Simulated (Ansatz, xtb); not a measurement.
**Ligand exchange: HCl + SiH3I → SiH4 + ICl**

Species: HCl (hydrogen chloride), singlet; SiH3I `[SiH3]I`, singlet; SiH4 (silane) `[SiH4]`, singlet; ICl (iodine monochloride), singlet. The partners trade Cl for SiH3: H–Cl and I–SiH3 bonds give way to H–SiH3 and I–Cl.

Shapes, held fixed at every level: PBE0-D4/def2-TZVP. Programs: Ansatz 0.2.0, xtb 6.7.1. The zero-point and thermal change to 298 K, harmonic and unscaled (PBE0-D4/def2-TZVP), is -1.0 kJ/mol.

**What was measured.** Tabulated heats of formation (Active Thermochemical Tables, NIST-JANAF tables): HCl -92.2 (ATcT); SiH3I -2.1 (JANAF); SiH4 +34.3 (JANAF); ICl +17.4 (ATcT) kJ/mol, which give ΔH(298 K) = +146.0 kJ/mol.

```
                level                    kind  ΔH (kJ/mol)  computed − measured
             GFN2-xTB          semi-empirical       +103.6                -42.3
          HF/def2-SVP            Hartree–Fock       +165.7                +19.7
        HF/def2-TZVPP            Hartree–Fock       +158.8                +12.8
   PBE0-D4/def2-TZVPP           global hybrid       +155.4                 +9.5
r2SCAN0-D4/def2-TZVPP           global hybrid       +163.0                +17.0
   wB97M-V/def2-TZVPP  range-separated hybrid       +152.2                 +6.2
       MP2/def2-TZVPP     perturbation theory       +172.7                +26.7
      CCSD/def2-TZVPP   coupled cluster or CI       +160.1                +14.2
   CCSD(T)/def2-TZVPP   coupled cluster or CI       +159.1                +13.1
```

Nearest: wB97M-V/def2-TZVPP (+6.2); farthest: GFN2-xTB (-42.3). 2 of 9 levels lie within 10 kJ/mol. The tabulated value of SiH3I is in doubt (older tables, estimates, or at odds with other calculations) and kept here. For atoms past krypton def2 sets carry core potentials with scalar relativity. Outer-core shells of I are correlated in most correlated rows, in sets that cover them unevenly.

The exchange is strongly endothermic at every level, as bond polarity leads one to expect. Chlorine gives up a strong, polar bond to hydrogen for a much weaker one to iodine, and the polar Si–I bond is lost as well. In formal terms, hydrogen goes from protic in HCl to hydridic in silane while iodine is oxidised from −I to +I, so the reaction is an uphill internal redox process rather than a neutral swap of ligands.

Triples barely move the coupled-cluster result, whereas MP2 lies well above it, which suggests that second order overestimates the differential correlation. Hartree–Fock in the larger basis comes close to CCSD(T), probably because correlation contributions cancel between the two sides. All levels except GFN2-xTB lie above the tabulated enthalpy; a more negative heat of formation for SiH3I would narrow that common offset, though basis incompleteness may also contribute to it in the correlated rows. The closeness of wB97M-V to the tabulated value therefore does not establish it as more accurate than CCSD(T) here.
